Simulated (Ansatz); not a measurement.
Computed against measured: atomisation enthalpy at 298 K

6 molecules without hydrogen; the atomisation enthalpy at 298 K in kJ/mol, computed less measured. Shapes, held fixed at every level: PBE0-D4/def2-TZVP. Thermal terms are harmonic and unscaled (PBE0-D4/def2-TZVP); the spin-orbit lowering of the free atoms is taken from their spectra. Programs: Ansatz 0.2.0. Measured values: Active Thermochemical Tables, NIST-JANAF tables.

Levels: A = BHLYP-D4/def2-TZVPP; B = r2SCAN0-D4/def2-TZVPP; C = MP2/def2-SVP.

```json
{"molecule": "PF3 (phosphorus trifluoride)", "from tabulated heats": "1513", "A": "-124", "B": "-85", "C": "-157"}
{"molecule": "CBr2Cl2 (dibromodichloromethane)", "from tabulated heats": "1180", "A": "-134", "B": "-44", "C": "-78"}
{"molecule": "CBr2F2 (dibromodifluoromethane)", "from tabulated heats": "1484", "A": "-147", "B": "-51", "C": "-42"}
{"molecule": "CBrClF2 (SMILES FC(F)(Cl)Br)", "from tabulated heats": "1551", "A": "-148", "B": "-52", "C": "-41"}
{"molecule": "CF4 (SMILES FC(F)(F)F)", "from tabulated heats": "1968", "A": "-162", "B": "-66", "C": "+20"}
{"molecule": "SiCl4 (silicon tetrachloride)", "from tabulated heats": "1598", "A": "-82", "B": "-11", "C": "-114"}
```

(1) Which level does best on this set, which worst, and which err to one side?

Results:

(1) 
```csv
level,kind,mean error,mean absolute error,worst case
BHLYP-D4/def2-TZVPP,global hybrid,-132.8,132.8,CF4
r2SCAN0-D4/def2-TZVPP,global hybrid,-51.5,51.5,PF3
MP2/def2-SVP,perturbation theory,-68.7,75.3,PF3
```

On this set r2SCAN0-D4/def2-TZVPP has the smallest mean absolute error and BHLYP-D4/def2-TZVPP the largest. BHLYP-D4/def2-TZVPP is too low in 6 of 6; r2SCAN0-D4/def2-TZVPP is too low in 6 of 6; MP2/def2-SVP is too low in 5 of 6. The molecules' own spin-orbit binding is left out, so errors for heavy halides read too negative. Heats of the atoms come from ATcT where it has them. The levels differ in basis as well as in method. Correlated wave functions converge slowly with the basis. Relativity is left out for Br. Outer-core shells of Br are correlated, in sets that cover them unevenly. The set is small.

Both hybrids underbind every molecule, and BHLYP does so more strongly each time. The bromine-free CF4, PF3 and SiCl4 share the deficit, so heavy-atom effects can't be its main source. The larger share of exact exchange in BHLYP is the likely reason: it removes much of the semilocal exchange that mimics left-right correlation in the bonds, a contribution the free atoms lack. Among the carbon halides its error grows with fluorine content, from -134 for CBr2Cl2 to -162 for CF4, as expected where compact, lone-pair-rich fluorine makes correlation important.

MP2 runs the other way in the same series, ending at +20 for CF4. This suggests a cancellation between second-order overbinding and the correlation and polarisation missing from the small basis, rather than a sound description of C–F bonds. The balance fails for PF3 and SiCl4, probably because phosphorus and silicon need more flexible d functions to polarise towards electronegative ligands. MP2's small error for CF4 is therefore no guide to its reliability for other halides.
